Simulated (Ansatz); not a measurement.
## Abstraction of H: C2H7AlS + C2H7AlN → C2H6AlS + C2H8AlN

Gas-phase species: C2H7AlS `[CH3][AlH][S]C`, singlet; C2H7AlN `C[N](C)[AlH]`, doublet; C2H6AlS `[CH3][Al][S]C`, doublet; C2H8AlN `C[N](C)[AlH2]`, singlet. A radical takes H: the energy is the difference in strength between two Al–H bonds in different surroundings.

Shapes, held fixed at every level: PBE0-D4/def2-TZVP. Flexible molecules stand in one conformer, not always the lowest. Programs: Ansatz 0.2.0. The zero-point and thermal change to 298 K, harmonic and unscaled (PBE0-D4/def2-TZVP), is +1.2 kJ/mol.

```tsv
level	kind	ΔH(298 K) (kJ/mol)	less CCSD/def2-SVP
MP2/def2-SVP	perturbation theory	-5.5	+1.1
MP2/def2-TZVPP	perturbation theory	-6.1	+0.5
r2SCAN-D4/def2-TZVPP	meta-GGA	-6.9	-0.3
B3LYP-D4/def2-TZVPP	global hybrid	-9.1	-2.5
r2SCAN0-D4/def2-TZVPP	global hybrid	-6.8	-0.2
wB97M-V/def2-TZVPP	range-separated hybrid	-8.6	-2.0
wB97X-V/def2-TZVPP	range-separated hybrid	-6.9	-0.3
CCSD/def2-SVP	coupled cluster or CI	-6.6	0.0
```

The highest level, CCSD/def2-SVP, gives ΔH(298 K) = -6.6 kJ/mol; the levels span -9.1 to -5.5. The column of differences is taken from that level and isn't an error. No measured value is set beside it here. Open shells run unrestricted.

Hydrogen transfer to the amido-substituted aluminium radical is weakly exothermic at every level, so the Al–H bond formed in the aminoalane is slightly stronger than the one broken in the methyl(thiolato)alane. The preference is small because both radicals are aluminium-centred, with the unpaired electron in a σ-type orbital of considerable 3s character. The formally empty Al 3p orbital remains available to nitrogen or sulfur lone pairs before and after H loss, so much of the π-donor stabilisation probably cancels. What remains can't be assigned to nitrogen versus sulfur alone, since the two centres also differ in carrying a methyl group or a second hydrogen.

Breaking and making the same type of bond also cancels much of the correlation error. Exact exchange matters little within the r2SCAN pair (-6.9 against -6.8 kJ/mol), while enlarging the MP2 basis makes the reaction slightly more exothermic, which suggests that the CCSD value may shift the same way. The results support a slight thermodynamic preference, but say nothing about the abstraction barrier.
